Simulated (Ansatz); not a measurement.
Abstraction of Cl: SbH2Cl + GeH2(CH3) → SbH2 + GeH2(CH3)Cl

Species: SbH2Cl `[Cl][SbH2]`, singlet; GeH2(CH3), doublet; SbH2 `[SbH2]`, doublet; GeH2(CH3)Cl, singlet. A radical takes Cl: the energy is the difference in strength between the Sb–Cl bond broken and the Ge–Cl bond made.

Shapes, held fixed at every level: PBE0-D4/def2-TZVP. Programs: Ansatz 0.2.0. The zero-point and thermal change to 298 K, harmonic and unscaled (PBE0-D4/def2-TZVP), is +0.8 kJ/mol.

```
               level                    kind  ΔH(298 K) (kJ/mol)  less CCSD(T)/def2-TZVPP  CPU time (sum over the molecules)
   PBE-D4/def2-TZVPP                     GGA               -89.1                    +23.4                               12 s
r2SCAN-D4/def2-TZVPP                meta-GGA               -98.8                    +13.7                               29 s
 B3LYP-D4/def2-TZVPP           global hybrid               -94.9                    +17.6                               21 s
  PBE0-D4/def2-TZVPP           global hybrid               -99.1                    +13.4                               15 s
  wB97X-V/def2-TZVPP  range-separated hybrid              -105.6                     +6.9                               42 s
    CCSD(T)/def2-SVP   coupled cluster or CI              -120.5                     -8.0                               17 s
  CCSD(T)/def2-TZVPP   coupled cluster or CI              -112.5                      0.0                            5.2 min
```

The highest level, CCSD(T)/def2-TZVPP, gives ΔH(298 K) = -112.5 kJ/mol; the levels span -120.5 to -89.1. The column of differences is taken from that level and isn't an error. No measured value is set beside it here. Open shells run unrestricted unless RO is named. For atoms past krypton def2 sets carry core potentials with scalar relativity. Relativity is left out for Ge unless named. Correlated rows may include outer-core shells of Ge, Sb, which these sets cover unevenly. Times are processor times on shared x86 and Arm servers, and rough.

Chlorine transfer from antimony to germanium is strongly exothermic at every level, so the Ge–Cl bond formed is clearly stronger than the Sb–Cl bond broken. Ge and Sb have similar electronegativities, so bond polarity alone is unlikely to explain the preference. More probably, the compact 4p-based orbital of the germyl radical overlaps better with chlorine than the diffuse 5p orbital of antimony, whose lone pair also repels those on chlorine. The small thermal correction fits the exchange of one element–chlorine bond for another, leaving the preference essentially electronic.

The density functionals all give a less exothermic reaction than the larger-basis coupled-cluster result, PBE most markedly. Exact exchange alone doesn't order them, since r2SCAN lies below B3LYP. Enlarging the coupled-cluster basis makes the reaction less exothermic by 8.0 kJ/mol, more than the 6.9 kJ/mol separating wB97X-V from the reference, so that remaining gap can't be assigned to the functional alone. The strong driving force doesn't establish a low barrier to abstraction.
